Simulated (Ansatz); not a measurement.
Ru: pressure and energy change per atom as volume scale varies

All results are calculated (Ansatz 0.2.0). Plane-wave DFT, scalar-relativistic PAW made under PBE with cores redone for the functional, no dispersion; the given relaxed cell is scaled uniformly, energy at zero smearing counts from the unscaled cell, pressure at the given Fermi-Dirac smearing is positive in compression.

The cell before it is scaled or strained (space group P6_3/mmc, No. 194):
```
Ru
1.0
      2.7062     0.0000     0.0000
     -1.3531     2.3436     0.0000
      0.0000     0.0000     4.2552
Ru
2
Direct
  0.33333 0.66667 0.25000
  0.66667 0.33333 0.75000
```

Settings of every row: spin polarised yes; functional m-r2SCAN; wave cutoff 500 eV; smearing width 0.05 eV; k mesh 22x22x12.

Atom:
| element | starting moment (Bohr magneton) |
| --- | --- |
| Ru | 1 |
| Ru | 1 |

Limits: all rows lie far from zero pressure.

| row | volume scale | V (Å³/atom) | pressure (GPa) | energy change per atom (meV) |
| --- | --- | --- | --- | --- |
| 1 | 0.88 | 11.875 | 58.64 | 261.7 |
| 2 | 0.92 | 12.414 | 34.43 | 106.65 |
| 3 | 0.96 | 12.954 | 15.22 | 24.43 |
| 4 | 1.04 | 14.034 | ? | ? |
| 5 | 1.08 | 14.573 | -21.63 | 79.06 |
| 6 | 1.12 | 15.113 | -29.11 | 165.25 |

Largest site moment is 0 Bohr magneton in every row.

Question: what pressure and energy change per atom should row 4 give?

Worked fit of pressure. Take u = (V_r/V)^(2/3) − 1 with V_r = 12.954 Å³ an atom, which is twice the finite (Eulerian) strain; such expansions in the strain, on which the Birch-Murnaghan equation of state is built, carry the rest volume and the bulk modulus. The shown rows have u = 0.05969, 0.02879, 0, -0.07551, -0.09766. Least squares give pressure = 15.23 + 622.04 × u + 1736.1 × u² GPa; a straight line predicts inner rows, each left out in turn, worse (root mean square 4.6 against 0.25 GPa). The rows lie off it by 0.09, -0.15, -0.01, 0.21, -0.15 (root mean square 0.14 GPa). The pressure vanishes at u = -0.0264, or V = 13.49 Å³ an atom, and there the bulk modulus at fixed shape and fractions is B = −V dP/dV = (2/3)(1 + u) dP/du = 344 GPa. Letting shape and atoms relax would as a rule lower it, by much in layered, chain or molecular crystals. The withheld row has u = -0.05199, so the fit gives 15.23 + 622.04 × (-0.05199) + 1736.1 × (-0.05199)² = -12.42 GPa.

The calculation gave -12.1 GPa. The fit lies 0.32 GPa (2.6 % of the value, 0.36 % of the column's range) below it; its largest miss of a shown row is 0.21 GPa.

Worked fit of energy change per atom. Take u = (V_r/V)^(2/3) − 1 with V_r = 12.954 Å³ an atom, which is twice the finite (Eulerian) strain; such expansions in the strain, on which the Birch-Murnaghan equation of state is built, carry the rest volume and the bulk modulus. The shown rows have u = 0.05969, 0.02879, 0, -0.07551, -0.09766. Least squares give energy change per atom = 24.631 + 1903.99 × u + 34393.7 × u² meV; a straight line predicts inner rows, each left out in turn, worse (root mean square 90 against 2.4 meV). The rows lie off it by 0.88, -1.30, -0.20, 2.09, -1.47 (root mean square 1.3 meV). The withheld row has u = -0.05199, so the fit gives 24.631 + 1903.99 × (-0.05199) + 34393.7 × (-0.05199)² = 18.61 meV.

The calculation gave 21.4 meV. The fit lies 2.79 meV (13 % of the value, 1.2 % of the column's range) below it; its largest miss of a shown row is 2.09 meV.
